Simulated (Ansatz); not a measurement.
## Sn: pressure and energy less free atoms against volume per atom

Results calculated with Ansatz 0.2.0, not measured. Periodic Kohn-Sham DFT of a crystal at fixed atoms; pressure and stress are positive in compression; the energy is the free energy less that of spherical unpolarised free atoms; site moments are those in the method's own spheres, positive along +z.

Cell of the first row (space group Fd-3m, No. 227):
```
CELL_PARAMETERS angstrom
0.00000 3.17930 3.17930
3.17930 0.00000 3.17930
3.17930 3.17930 0.00000
ATOMIC_POSITIONS crystal
Sn 0.50000 0.50000 0.50000
Sn 0.75000 0.75000 0.75000
```

Settings of every row: method all-electron LAPW; functional PBEsol; relativity scalar; k mesh 11x11x11; filling fermi-dirac; smearing width 0.05 eV; basis error target 1 meV/atom; nucleus gaussian.

Atom start moment: 0 on all atoms.

```csv
row,volume per atom (Å³),pressure (GPa),energy less free atoms (eV/atom)
1,32.138,4.301,-4.1682
2,32.821,3.068,-4.1839
3,33.505,1.971,-4.1946
4,33.847,1.468,-4.1983
5,34.189,0.994,-4.2009
6,34.531,0.547,-4.2025
7,34.873,?,?
8,35.556,-0.652,-4.2021
9,36.24,-1.345,-4.1978
```

Question: what pressure and energy less free atoms should row 7 give?

Worked fit of pressure. Take u = (V_r/V)^(2/3) − 1 with V_r = 34.018 Å³ an atom, which is twice the finite (Eulerian) strain; such expansions in the strain, on which the Birch-Murnaghan equation of state is built, carry the rest volume and the bulk modulus. The shown rows have u = 0.03863, 0.02417, 0.01018, 0.00337, -0.00334, -0.00993, -0.02905, -0.04131. Least squares give pressure = 1.2277 + 70.737 × u + 216.82 × u² + 295 × u³ GPa; a parabola predicts inner rows, each left out in turn, worse (root mean square 0.0045 against 0.00075 GPa). The rows lie off it by 0.000, 0.000, 0.000, -0.001, 0.000, 0.001, -0.001, 0.000. The pressure vanishes at u = -0.0184, or V = 34.98 Å³ an atom, and there the bulk modulus at fixed shape and fractions is B = −V dP/dV = (2/3)(1 + u) dP/du = 41.3 GPa. The withheld row has u = -0.01641, so the fit gives 1.2277 + 70.737 × (-0.01641) + 216.82 × (-0.01641)² + 295 × (-0.01641)³ = 0.124 GPa.

The calculation gave 0.124 GPa. The fit meets it to the printed digit.

Worked fit of energy less free atoms. Take u = (V_r/V)^(2/3) − 1 with V_r = 34.018 Å³ an atom, which is twice the finite (Eulerian) strain; such expansions in the strain, on which the Birch-Murnaghan equation of state is built, carry the rest volume and the bulk modulus. The shown rows have u = 0.03863, 0.02417, 0.01018, 0.00337, -0.00334, -0.00993, -0.02905, -0.04131. Least squares give energy less free atoms = −4.19971 + 0.3903 × u + 10.796 × u² + 5.6 × u³ eV/atom; a parabola predicts inner rows, each left out in turn, worse (root mean square 8.8e-05 against 3.1e-05 eV/atom). All shown rows lie on it to the printed digit. Its lowest point lies at u = -0.0183, or V = 34.98 Å³ an atom, and the curvature there gives the bulk modulus at fixed shape and fractions, B = (4/9)(1 + u)² E″(u)/V = 41.2 GPa. The withheld row has u = -0.01641, so the fit gives −4.19971 + 0.3903 × (-0.01641) + 10.796 × (-0.01641)² + 5.6 × (-0.01641)³ = -4.2032 eV/atom.

The calculation gave -4.2032 eV/atom. The fit meets it to the printed digit.
